**Forecast of two strain points of fcc Ta from a volume part and a shape part of the stress**

The table holds the energy change, the stress along the pattern and the pressure of fcc Ta strained by $(e,e,0)$ from an unrelaxed cell, in plane-wave PAW PBEsol with Ansatz. The program checks the work identity $dE/de=V_0(1+e)S$ and splits the stress as $S=-2P-\tfrac23D$ with $D=\sigma_{zz}-\sigma_{xx}$. It fits a Birch–Murnaghan form to $P$ on the eight known rows and a quadratic in $\ln(a/c)$ to $D$ on the three stretched ones, then forecasts strains 0.0875 and 0.1 with error bars. The output shows a negative tetragonal shear coefficient, about $-63$ GPa, and forecasts of energy and stress within 0.1 meV and 0.1 GPa of the computed values. The misses in $P$ and $D$ are larger, 0.22 and 0.56 GPa at strain 0.1, and nearly cancel in $S$.

Fcc Ta (a = 4.220 Å, not relaxed) strained equally along x and y with z fixed, from Ansatz 0.2.0 with PBEsol, scalar-relativistic plane-wave PAW, no spin polarisation, a 420 eV cutoff, a 20×20×20 k mesh and 0.15 eV Gaussian smearing. Free energies are relative to the unstrained cell, the tensile stress is σxx + σyy, and pressure is positive in compression.

## Script

```python
# Table: fcc Ta, strain (e,e,0), energy change, stress along pattern S, pressure P; Ansatz PAW, PBEsol.
# Tested: dE/de = V0(1+e)S; S = -2P - (2/3)D, Birch-Murnaghan P, quadratic D = szz - sxx; forecast of withheld rows.
T = {
    'strain': [-0.1, -0.075, -0.05, -0.025, 0.0, 0.025, 0.05, 0.075, 0.0875, 0.1],
    'energy_change': [311.1, 133.9, 32.2, -9.9, 0.0, 57.8, 157.2, 292.2, 371.6, 458.1],  # meV/atom
    'tensile_stress_along_pattern': [-83.98, -50.23, -25.13, -5.4, 11.84, 26.54, 38.35, 47.96, 52.08, 55.81],  # GPa
    'pressure': [47.75, 30.0, 15.72, 3.97, -5.92, -14.1, -20.72, -25.97, -28.13, -30.02],  # GPa
}
HELD = [8, 9]  # rows withheld from the fit
import numpy as np
from scipy.optimize import curve_fit
from scipy.interpolate import CubicSpline
from scipy.integrate import quad
from scipy.constants import e as qe
e, E, S, P = (np.array(T[k], float) for k in ("strain", "energy_change", "tensile_stress_along_pattern", "pressure"))
D = -3*P - 1.5*S
kn = np.array([i for i in range(len(e)) if i not in HELD]); ek = e[kn]; L = kn[-1]; h = e[L] - e[kn[-2]]
K = 4.22**3/4*1e-21/qe*1e3  # V0 in meV/GPa, a = 4.22 A from the geometry of the run
at = lambda x: int(np.argmin(abs(e - x)))
rms = lambda r: float(np.sqrt(np.mean(np.square(r))))
def bm(x, e0, B, Bp):
    f = 0.5*(((1 + e0)/(1 + x))**(4/3) - 1)
    return 3*B*f*(1 + 2*f)**2.5*(1 + 1.5*(Bp - 4)*f)
def build(idx):
    p = curve_fit(bm, e[idx], P[idx], p0=[-0.015, 200, 4])[0]
    t = idx[e[idx] > 0]; d = np.log1p(e[t]); c = np.linalg.lstsq(np.c_[d, d*d], D[t], rcond=None)[0]
    dq = lambda x: c[0]*np.log1p(x) + c[1]*np.log1p(x)**2
    l = idx[-1]
    return p, c, dq, (lambda x: P[l] + bm(x, *p) - bm(e[l], *p)), (lambda x: D[l] + dq(x) - dq(e[l]))
work = lambda f, a, b: K*quad(lambda x: (1 + x)*f(x), a, b)[0]
p, c, dq, Pf, Df = build(kn); Sf = lambda x: -2*Pf(x) - 2*Df(x)/3
print(f"V0 = {K:.2f} meV/GPa; rounding: E 0.05 meV, S and P 0.005 GPa, D 0.023 GPa")
print("strain  V/V0   c/a    sxx     szz      D   P-BM  D-quad (GPa; D fit on strain>0)")
for i in kn:
    print(f"{e[i]:6.3f} {(1+e[i])**2:5.3f} {1/(1+e[i]):5.3f} {S[i]/2:7.2f} {-3*P[i]-S[i]:7.2f} {D[i]:6.2f} {P[i]-bm(e[i],*p):6.2f} {D[i]-dq(e[i]):6.2f}")
print(f"BM: P=0 at strain {p[0]:.4f} ({K*qe*1e18*(1+p[0])**2:.2f} A^3), B0 {p[1]:.0f} GPa, B' {p[2]:.2f}, rms {rms(P[kn]-bm(ek,*p)):.2f} GPa")
print(f"D = {c[0]:.0f} d + ({c[1]:.0f}) d^2 GPa, d = ln(a/c)")
mc, mn = (np.diff(E[kn]) - K*np.diff(CubicSpline(ek, y).antiderivative()(ek)) for y in ((1 + ek)*S[kn], S[kn]))
print(f"energy step minus work, V0(1+e)S: rms {rms(mc):.2f}, worst {max(abs(mc)):.2f} meV; V0 S: rms {rms(mn):.2f} meV")
print("second differences of S (GPa):", np.round(np.diff(S[kn], 2), 2))
print(f"S = 0 at strain {CubicSpline(ek, S[kn]).roots(extrapolate=False)[0]:.4f}")
z, a, b = at(0), at(-h), at(h); lin = K*S[z]*e[L]
print(f"linear term at +-{e[L]}: {lin:.0f} meV; removed: {E[L]-lin:.0f} (stretch), {E[at(-e[L])]+lin:.0f} meV (compression)")
C12 = (-3*(P[b] - P[a]) - (S[b] - S[a]))/(4*h); C11 = (S[b] - S[a])/(4*h) - C12
print(f"central differences: C11 {C11:.0f}, C12 {C12:.0f}, C' {(C11-C12)/2:.0f}, (C11+2C12)/3 {(C11+2*C12)/3:.0f} GPa")
print(f"one-sided C': compression {D[a]/(2*h):.0f}, stretch {-D[b]/(2*h):.0f} GPa")
print(f"parts of S at {e[L]}: -2P {-2*P[L]:.2f}, -(2/3)D {-2*D[L]/3:.2f} GPa")
_, _, _, Pb, Db = build(kn[:-1]); bP, bD = Pb(e[L]) - P[L], Db(e[L]) - D[L]
print(f"back-test at {e[L]}, model minus table: P {bP:+.2f}, D {bD:+.2f}, S {-2*bP-2*bD/3:+.2f} GPa")
Pl, Dl, Sl = (np.poly1d(np.polyfit(ek[-3:], y[kn[-3:]], 2)) for y in (P, D, S))
g = lambda x: 0.5*(1 - (1 + x)**-2.0)
q = np.linalg.lstsq(np.c_[g(ek), g(ek)**2, g(ek)**3], E[kn], rcond=None)[0]; Eu = np.poly1d(np.r_[q[::-1], 0])
Su = lambda x: Eu.deriv()(g(x))/(K*(1 + x)**4)
print(f"Eulerian cubic on known rows: rms E {rms(E[kn]-Eu(g(ek))):.2f} meV, rms S {rms(S[kn]-Su(ek)):.2f} GPa")
w = lambda x: (lambda t: t*(t + 1)*(t + 2)/6)((x - e[L])/h)  # growth of an extrapolation error
uP = lambda x: w(x)*abs(bP) + abs(Pf(x) - Pl(x)) + 0.005
uD = lambda x: w(x)*abs(bD) + abs(Df(x) - Dl(x)) + 0.023
uS = lambda x: 2*uP(x) + 2*uD(x)/3
assert abs(S[z] + 2*P[z]) < 0.03 and P[z] < 0
assert rms(mc) < rms(mn)
assert all(D[i]*e[i] > 0 for i in kn if i != z)
assert 2 < p[2] < 6
for i in HELD:
    x = e[i]; uE = work(uS, e[L], x) + rms(mc)*(x - e[L])/h + 0.05
    print(f"strain {x}, c/a {1/(1+x):.3f}: forecast +- bar | computed | miss | miss/bar")
    for n, f, u, y in (("E meV", E[L] + work(Sf, e[L], x), uE, E[i]), ("S GPa", Sf(x), uS(x), S[i]),
                       ("P GPa", Pf(x), uP(x), P[i]), ("D GPa", Df(x), uD(x), D[i])):
        print(f"  {n}: {f:7.2f} +- {u:4.2f} | {y:7.2f} | {y-f:+.2f} | {abs(y-f)/u:.1f}")
    print(f"  local parabola miss: E {E[i]-E[L]-work(Sl,e[L],x):+.2f} meV, S {S[i]-Sl(x):+.2f}, P {P[i]-Pl(x):+.2f} GPa")
    print(f"  Eulerian cubic miss: E {E[i]-Eu(g(x)):+.2f} meV, S {S[i]-Su(x):+.2f} GPa")
j = [kn[-2], L] + list(HELD)
print("dS/de over last steps, model (GPa):", np.round(np.diff(Sf(e[j]))/np.diff(e[j])))
print("dS/de over last steps, computed (GPa):", np.round(np.diff(S[j])/np.diff(e[j])))
```

It prints:

```
V0 = 117.26 meV/GPa; rounding: E 0.05 meV, S and P 0.005 GPa, D 0.023 GPa
strain  V/V0   c/a    sxx     szz      D   P-BM  D-quad (GPa; D fit on strain>0)
-0.100 0.810 1.111  -41.99  -59.27 -17.28   0.11  -0.25
-0.075 0.856 1.081  -25.11  -39.77 -14.66  -0.21  -3.00
-0.050 0.902 1.053  -12.56  -22.03  -9.47  -0.05  -2.40
-0.025 0.951 1.026   -2.70   -6.51  -3.81   0.15  -0.62
 0.000 1.000 1.000    5.92    5.92   0.00   0.09   0.00
 0.025 1.051 0.976   13.27   15.76   2.49  -0.02  -0.08
 0.050 1.103 0.952   19.18   23.81   4.63  -0.07   0.08
 0.075 1.156 0.930   23.98   29.95   5.97  -0.00  -0.03
BM: P=0 at strain -0.0159 (18.20 A^3), B0 198 GPa, B' 3.35, rms 0.11 GPa
D = 115 d + (-443) d^2 GPa, d = ln(a/c)
energy step minus work, V0(1+e)S: rms 0.09, worst 0.19 meV; V0 S: rms 7.76 meV
second differences of S (GPa): [-8.65 -5.37 -2.49 -2.54 -2.89 -2.2 ]
S = 0 at strain -0.0175
linear term at +-0.075: 104 meV; removed: 188 (stretch), 238 meV (compression)
central differences: C11 97, C12 223, C' -63, (C11+2C12)/3 181 GPa
one-sided C': compression -76, stretch -50 GPa
parts of S at 0.075: -2P 51.94, -(2/3)D -3.98 GPa
back-test at 0.075, model minus table: P -0.07, D +0.49, S -0.19 GPa
Eulerian cubic on known rows: rms E 1.16 meV, rms S 1.49 GPa
strain 0.0875, c/a 0.920: forecast +- bar | computed | miss | miss/bar
  E meV:  371.57 +- 0.51 |  371.60 | +0.03 | 0.1
  S GPa:   52.11 +- 0.56 |   52.08 | -0.03 | 0.1
  P GPa:  -28.22 +- 0.17 |  -28.13 | +0.09 | 0.6
  D GPa:    6.50 +- 0.34 |    6.27 | -0.23 | 0.7
  local parabola miss: E +0.16 meV, S +0.14, P -0.05 GPa
  Eulerian cubic miss: E +2.15 meV, S +1.05 GPa
strain 0.1, c/a 0.909: forecast +- bar | computed | miss | miss/bar
  E meV:  458.18 +- 2.18 |  458.10 | -0.08 | 0.0
  S GPa:   55.87 +- 1.53 |   55.81 | -0.06 | 0.0
  P GPa:  -30.24 +- 0.46 |  -30.02 | +0.22 | 0.5
  D GPa:    6.91 +- 0.92 |    6.34 | -0.56 | 0.6
  local parabola miss: E +0.56 meV, S +0.44, P -0.17 GPa
  Eulerian cubic miss: E +4.11 meV, S +1.46 GPa
dS/de over last steps, model (GPa): [387. 332. 300.]
dS/de over last steps, computed (GPa): [384. 330. 298.]
```
